# Schrödinger equation from the short-time kernel: H on Ni(100)

## Result

Take a particle of mass $m$ in one dimension, with a smooth potential $V(x)$ and a short time step $\epsilon>0$. The step

$$(U_\lambda\psi)(x)=\frac1A\int_{-\infty}^{\infty}d\eta\;\exp\!\Big[\frac{im\eta^2}{2\hbar\epsilon}-\frac{i\epsilon}{\hbar}V(x+\lambda\eta)\Big]\,\psi(x+\eta,t)\tag{1}$$

carries $\psi(\cdot,t)$ to $\psi(\cdot,t+\epsilon)$. Here $x$ is the later position and $x+\eta$ the earlier one, and $0\le\lambda\le1$ fixes where $V$ is evaluated. Oscillating integrals are defined by $\epsilon\to\epsilon(1-i\delta)$, $\delta\to0^+$, which selects $\sqrt i=e^{i\pi/4}$. The bracket $\langle f\rangle=A^{-1}\int d\eta\,e^{im\eta^2/2\hbar\epsilon}f(\eta)$ is a complex-weighted average, not a probability average. Then

$$A=\Big(\frac{2\pi i\hbar\epsilon}{m}\Big)^{1/2},\qquad \langle\eta\rangle=0,\qquad\langle\eta^2\rangle=\frac{i\hbar\epsilon}{m},\tag{2}$$

$$i\hbar\,\partial_t\psi=-\frac{\hbar^2}{2m}\psi''+V\psi\equiv(T+V)\psi\equiv H\psi\quad\text{for every }\lambda,\tag{3}$$

$$U_\lambda\psi-e^{-i\epsilon H/\hbar}\psi=\frac{\epsilon^2}{m}\Big[\Big(\lambda-\tfrac12\Big)V'\psi'+\Big(\tfrac{\lambda^2}{2}-\tfrac14\Big)V''\psi\Big]+O(\epsilon^3)\equiv D_\lambda\psi+O(\epsilon^3).\tag{4}$$

Equations (2) and (3) follow the argument of Feynman (1948). Equation (4) gives the size of the first term that depends on the evaluation point.

## Problem

An H atom moves on a rigid Ni(100) surface along a row of fourfold hollow sites, across bridge sites. The model potential is

$$V(x)=\tfrac12V_0\,(1-\cos qx),\qquad q=2\pi/a .$$

Assumed inputs, of typical size for this system:

- hollow-to-hollow distance $a=2.49$ Å,
- barrier $V_0=170$ meV,
- quantum of the vibration normal to the surface $\hbar\omega_\perp=75$ meV (part e only).

The H atom has the typical tabulated mass $m=1.008$ u. The Debye temperature of bulk Ni is $\Theta_D=450$ K (compiled value, Wikipedia). The step is $\epsilon=1$ fs. The initial state is $\psi=(\pi\sigma^2)^{-1/4}e^{-x^2/2\sigma^2}$, the ground state of the harmonic approximation to the well, with $m\omega^2=V''(0)$ and $\sigma^2=\hbar/m\omega$.

(a) Find $A$, $\langle\eta^2\rangle$ and $\langle\eta^4\rangle$.
(b) Find the first-order change of $\psi$ in one step at $x=0$, at $x=\sigma$ and on average, and compare it at $x=0$ with the full integral (1) for $\lambda=0$.
(c) Evaluate $D_\lambda\psi/\psi$ for $\lambda=0,\tfrac12,1$.
(d) Find the loss of norm under the midpoint rule $\lambda=\tfrac12$ in one vibrational period, and the step that keeps it at 1 % over 1 ps.
(e) Give the size of what the rigid one-dimensional model leaves out.

## Answers

(a) $A=0.1990\,e^{i\pi/4}$ Å, $\langle\eta^2\rangle=6.300\times10^{-3}\,i$ Å$^2$, $\langle\eta^4\rangle=-1.191\times10^{-4}$ Å$^4$.
(b) The phase lags are 0.03599, 0.03435 and 0.03479 rad. The full integral gives $0.99806-0.03587\,i$.
(c) The terms are of order $10^{-3}$; the two end-point rules differ at $x=0$ by a fraction $\omega\epsilon=0.072$ of the first-order term.
(d) The loss is 10.7 % in the harmonic well, and the step is 0.0078 fs.
(e) Three dimensions shorten that step to 0.0017 fs, and the lattice is not slow compared with the H vibration.

All numbers belong to the model. Four figures are kept so that successive orders in $\epsilon$ can be told apart; the assumed inputs support two. Intermediate values are carried unrounded.

## Solution

### Why (2) and (3) hold

The Gaussian integral $\int d\eta\,e^{-s\eta^2}=\sqrt{\pi/s}$ holds for $\mathrm{Re}\,s>0$. With $s=-im/2\hbar\epsilon=m/2i\hbar\epsilon$ and the damping rule it gives $(2\pi i\hbar\epsilon/m)^{1/2}$. Odd moments vanish by symmetry. Differentiation with respect to $s$ gives $\langle\eta^2\rangle=1/2s=i\hbar\epsilon/m$, and in general $\langle\eta^{2n}\rangle=(2n-1)!!\,(i\hbar\epsilon/m)^n$. Each pair of powers of $\eta$ therefore counts as one power of $\epsilon$.

Expand both sides of (1) for $\lambda=0$:

$$\psi+\epsilon\,\partial_t\psi=\Big(1-\frac{i\epsilon}{\hbar}V\Big)\Big(\langle1\rangle\psi+\langle\eta\rangle\psi'+\tfrac12\langle\eta^2\rangle\psi''\Big)+O(\epsilon^2).$$

Order $\epsilon^0$ demands $\langle1\rangle=1$, which fixes $A$. Order $\epsilon$ gives $\partial_t\psi=(i\hbar/2m)\psi''-(i/\hbar)V\psi$. Multiplication by $i\hbar$ yields (3).

### Why (4) holds

Since $(2n-1)!!/(2n)!=1/(2^nn!)$, the whole Taylor series sums to $\langle\psi(x+\eta)\rangle=e^{i\hbar\epsilon\partial_x^2/2m}\psi=e^{-i\epsilon T/\hbar}\psi$. Hence $U_0=e^{-i\epsilon V/\hbar}e^{-i\epsilon T/\hbar}$. Its second-order term is $-(\epsilon^2/2\hbar^2)(V^2+2VT+T^2)$, while that of the exact propagator is $-(\epsilon^2/2\hbar^2)(V^2+VT+TV+T^2)$. The difference is $(\epsilon^2/2\hbar^2)[T,V]$, and $[T,V]\psi=-(\hbar^2/2m)(V''\psi+2V'\psi')$. This gives

$$D_0\psi=-\frac{\epsilon^2}{m}\Big(\tfrac12V'\psi'+\tfrac14V''\psi\Big).$$

For $\lambda\ne0$ the integrand gains the factor $1-(i\epsilon/\hbar)(\lambda\eta V'+\tfrac12\lambda^2\eta^2V''+\dots)$, which multiplies $\psi+\eta\psi'+\dots$. The term linear in $\eta$ would count as $\epsilon^{3/2}$, but it averages to zero. The $\eta^2$ terms carry $-(i\epsilon/\hbar)(i\hbar\epsilon/m)=\epsilon^2/m$, so

$$(U_\lambda-U_0)\psi=\frac{\epsilon^2}{m}\Big(\lambda V'\psi'+\tfrac12\lambda^2V''\psi\Big)+O(\epsilon^3).$$

Adding $D_0$ gives (4). Over a fixed time $t$ there are $t/\epsilon$ steps, so for smooth $V$ and $\psi$ the $\epsilon^2$ terms add up to $O(t\epsilon)$ and vanish in the limit. The conclusion rests on the factor $\epsilon$ in front of $V$. A vector potential enters the phase multiplied by $\eta$ alone; its $\lambda$-dependent part is proportional to $\eta^2$ and contributes at order $\epsilon$, so the evaluation point then matters. No such term acts on the neutral atom treated here.

### Scales of the model

$$\hbar=658.21\ \text{meV fs},\qquad \frac{\hbar}{m}=6.300\times10^{-3}\ \text{Å}^2/\text{fs},\qquad \frac{\hbar^2}{m}=4.1470\ \text{meV Å}^2 .$$

With $q=2.5234$ Å$^{-1}$ the curvature is $V''(0)=\tfrac12V_0q^2=541.23$ meV/Å$^2$. Then

$$\hbar\omega=\sqrt{541.23\ \text{meV Å}^{-2}\times4.1470\ \text{meV Å}^2}=47.38\ \text{meV},\qquad\omega=0.07198\ \text{fs}^{-1}.$$

The period is $\tau=2\pi/\omega=87.3$ fs. The width follows from $\sigma^2=\hbar/m\omega=0.08753$ Å$^2$, so $\sigma=0.2959$ Å and $q\sigma=0.7466$.

### (a) Normalisation and moments

Define $\ell^2=\hbar\epsilon/m=6.300\times10^{-3}$ Å$^2$, so $\ell=0.07937$ Å. Then

$$A=\sqrt{2\pi}\,\ell\,e^{i\pi/4}=0.1990\,e^{i\pi/4}\ \text{Å}=0.1407\,(1+i)\ \text{Å},$$

$$\langle\eta^2\rangle=i\ell^2=6.300\times10^{-3}\,i\ \text{Å}^2,\qquad\langle\eta^4\rangle=-3\ell^4=-1.191\times10^{-4}\ \text{Å}^4 .$$

$A$ is a length, as it must be to cancel $d\eta$. The phase $m\eta^2/2\hbar\epsilon$ reaches $\pi$ at $|\eta|=|A|$; beyond that range the contributions cancel more and more. The expansion parameter is $\ell^2/\sigma^2=\omega\epsilon=0.07198$.

The scale $\ell$ grows as $m^{-1/2}$ when the mass falls. For the envelope function of a conduction electron in silicon, along a direction with the typical transverse mass $0.19\,m_e$, the same 1 fs step gives $\ell=7.8$ Å and $|A|\approx20$ Å.

### (b) One step

To first order $\psi(x,\epsilon)/\psi(x,0)=1-i\epsilon E_L(x)/\hbar$, with the local energy $E_L=H\psi/\psi$. For the Gaussian, $\psi''/\psi=x^2/\sigma^4-1/\sigma^2$, so

$$E_L(x)=\tfrac12\hbar\omega\,(1-x^2/\sigma^2)+V(x).$$

At $x=0$ the potential vanishes. There $E_L=\hbar\omega/2=23.69$ meV, and the phase lag is $23.69\ \text{meV}\times1\ \text{fs}/658.21\ \text{meV fs}=0.03599$ rad. All of it comes from $\tfrac12\langle\eta^2\rangle\psi''$.

At $x=\sigma$ the kinetic part vanishes. With $\cos q\sigma=0.7340$, $E_L=V(\sigma)=22.61$ meV and the lag is 0.03435 rad. The two lags differ because the Gaussian is not an eigenstate of the cosine potential.

The average over $|\psi|^2$ needs $\overline{x^2}=\sigma^2/2$ and $\overline{\cos qx}=e^{-q^2\sigma^2/4}=0.8699$:

$$\overline H=\tfrac14\hbar\omega+\tfrac12V_0\big(1-\overline{\cos qx}\big)=11.84\ \text{meV}+11.06\ \text{meV}=22.90\ \text{meV},$$

which corresponds to a lag of 0.03479 rad.

At $x=0$ and $\lambda=0$ the integral (1) is Gaussian with $s\to s+1/2\sigma^2$. The ratio of new to old amplitude is $\sqrt{s/(s+1/2\sigma^2)}$, that is

$$\frac{(U_0\psi)(0)}{\psi(0)}=(1+i\omega\epsilon)^{-1/2}=0.99806-0.03587\,i .$$

Its series is $1-\tfrac{i}{2}\omega\epsilon-\tfrac38\omega^2\epsilon^2+\dots$. The second-order term is $\tfrac1{24}\langle\eta^4\rangle\psi''''/\psi=-\tfrac{3\ell^4}{24}\cdot\tfrac{3}{\sigma^4}=-1.943\times10^{-3}$. Its magnitude is a fraction $\tfrac34\omega\epsilon=0.054$ of the first-order term.

### (c) Evaluation point

Insert $V'=(m\omega^2/q)\sin qx$, $V''=m\omega^2\cos qx$ and $\psi'/\psi=-x/\sigma^2$ into (4):

$$\frac{D_\lambda\psi}{\psi}=\omega^2\epsilon^2\Big[-\Big(\lambda-\tfrac12\Big)\frac{x\sin qx}{q\sigma^2}+\Big(\tfrac{\lambda^2}{2}-\tfrac14\Big)\cos qx\Big],\qquad\omega^2\epsilon^2=5.181\times10^{-3}.$$

At $x=\sigma$ the first factor is $\sin(q\sigma)/q\sigma=0.9097$. For the average, partial integration gives $\mathrm{Re}\int\psi^*V'\psi'\,dx=-\tfrac12\overline{V''}$, so that

$$\mathrm{Re}\,\overline{D_\lambda}=-\frac{\epsilon^2}{2m}\,\lambda(1-\lambda)\,\overline{V''}.\tag{5}$$

Values of $D_\lambda\psi/\psi$ in units of $10^{-3}$:

| rule | $x=0$ | $x=\sigma$ | average |
|---|---|---|---|
| $\lambda=0$ (later point) | $-1.295$ | $1.406$ | $0$ |
| $\lambda=\tfrac12$ (midpoint) | $-0.648$ | $-0.475$ | $-0.563$ |
| $\lambda=1$ (earlier point) | $1.295$ | $-1.406$ | $0$ |

At $x=0$ the two end-point rules differ by $\tfrac12\omega^2\epsilon^2=2.590\times10^{-3}$. The first-order term there is $\tfrac12\omega\epsilon$, so the ratio is $\omega\epsilon=0.072$, and it falls in proportion to $\epsilon$.

Since $D_1=-D_0$, the trapezoidal rule, with $\tfrac12[V(x)+V(x+\eta)]$ in the exponent, has no $\epsilon^2$ error. It equals $U_s=e^{-i\epsilon V/2\hbar}e^{-i\epsilon T/\hbar}e^{-i\epsilon V/2\hbar}$. The midpoint rule removes the $V'\psi'$ term but keeps $-(\epsilon^2/8m)V''\psi$.

### (d) Norm under the midpoint rule

$U_0$, $U_1$ and $U_s$ are products of unitary operators and keep the norm exactly. Moreover $U_0^N=e^{-i\epsilon V/2\hbar}U_s^Ne^{i\epsilon V/2\hbar}$, so the $\epsilon^2$ term of $U_0$ does not grow with the number of steps $N$. For $0<\lambda<1$ the norm changes per step by twice (5). At the midpoint the loss is $\tfrac14\omega^2\epsilon^2\,\overline{\cos qx}=1.127\times10^{-3}$. A state centred on the bridge site, where $V''<0$, would gain norm.

In the harmonic well the statement can be made exact. With $y=x+\eta$ the phase of the kernel is $S/\hbar$, where

$$S=\frac{m(x-y)^2}{2\epsilon}-\frac{\epsilon m\omega^2}{2}\big[(1-\lambda)x+\lambda y\big]^2,\qquad-\frac{\partial^2S}{\partial x\,\partial y}=\frac m\epsilon\big[1+\lambda(1-\lambda)\omega^2\epsilon^2\big].$$

A kernel $C\,e^{iS/\hbar}$ with quadratic $S$ is a Fourier transform between two pure phase factors. It is unitary when $|C|^2=|\partial_x\partial_yS|/2\pi\hbar$. The actual prefactor has $|A|^{-2}=m/2\pi\hbar\epsilon$, so every step multiplies the norm of any state by $[1+\lambda(1-\lambda)\omega^2\epsilon^2]^{-1}$. This agrees with (5) at order $\epsilon^2$. At the midpoint the exact loss per step is $1.293\times10^{-3}$, and after a time $t$

$$\|\psi\|^2=\big(1+\tfrac14\omega^2\epsilon^2\big)^{-t/\epsilon}\simeq e^{-\omega^2\epsilon t/4}.$$

For $t=\tau$ the exponent is $\pi\omega\epsilon/2=0.1131$ and the loss is 10.7 %. In the cosine well the exponent is scaled by $\overline{\cos qx}$ to 0.0984, provided this average stays near its initial value, and the loss is about 9 %. A loss of 1 % over $t=1000$ fs in the harmonic well requires

$$\epsilon=\frac{-4\ln0.99}{\omega^2t}=\frac{0.04020}{5.181\times10^{-3}\ \text{fs}^{-2}\times1000\ \text{fs}}=0.0078\ \text{fs},$$

or $1.3\times10^5$ steps. All rules share the limit (3), yet at $\epsilon=1$ fs the midpoint rule with the prefactor $1/A$ loses a tenth of the norm per period.

### (e) What the model omits

In three dimensions the prefactor is $A^{-3}$, $\langle\eta_j\eta_k\rangle=(i\hbar\epsilon/m)\delta_{jk}$, and the harmonic norm factor is a product over the normal modes. The fourfold axis of the hollow site makes the two in-plane frequencies equal. The exponent is therefore multiplied by $2+(\omega_\perp/\omega)^2=2+2.51=4.51$. The omitted directions outweigh the one retained, and the step for 1 % loss over 1 ps falls to 0.0017 fs in this model.

Motion of the Ni atoms makes $V$ depend on time. Evaluating it at $t+\mu\epsilon$, with $0\le\mu\le1$, adds $-(i\mu\epsilon^2/\hbar)\,\partial_tV\,\psi$ to the step, again of order $\epsilon^2$. The bulk Debye scale is $\hbar\omega_D=k_B\Theta_D=38.8$ meV, with period 107 fs. A modulation of $V$ at this frequency changes within one step by at most $\omega_D\epsilon=0.059$ of its amplitude, so the lattice may be frozen during a step of 1 fs. It may not be frozen over a vibrational period, because $\omega/\omega_D=1.22$ leaves no separation of time scales. A description of diffusion must give the Ni coordinates their own factors in the kernel, each with its own $A$, and (3) then holds for the joint wave function with $T$ summed over all coordinates.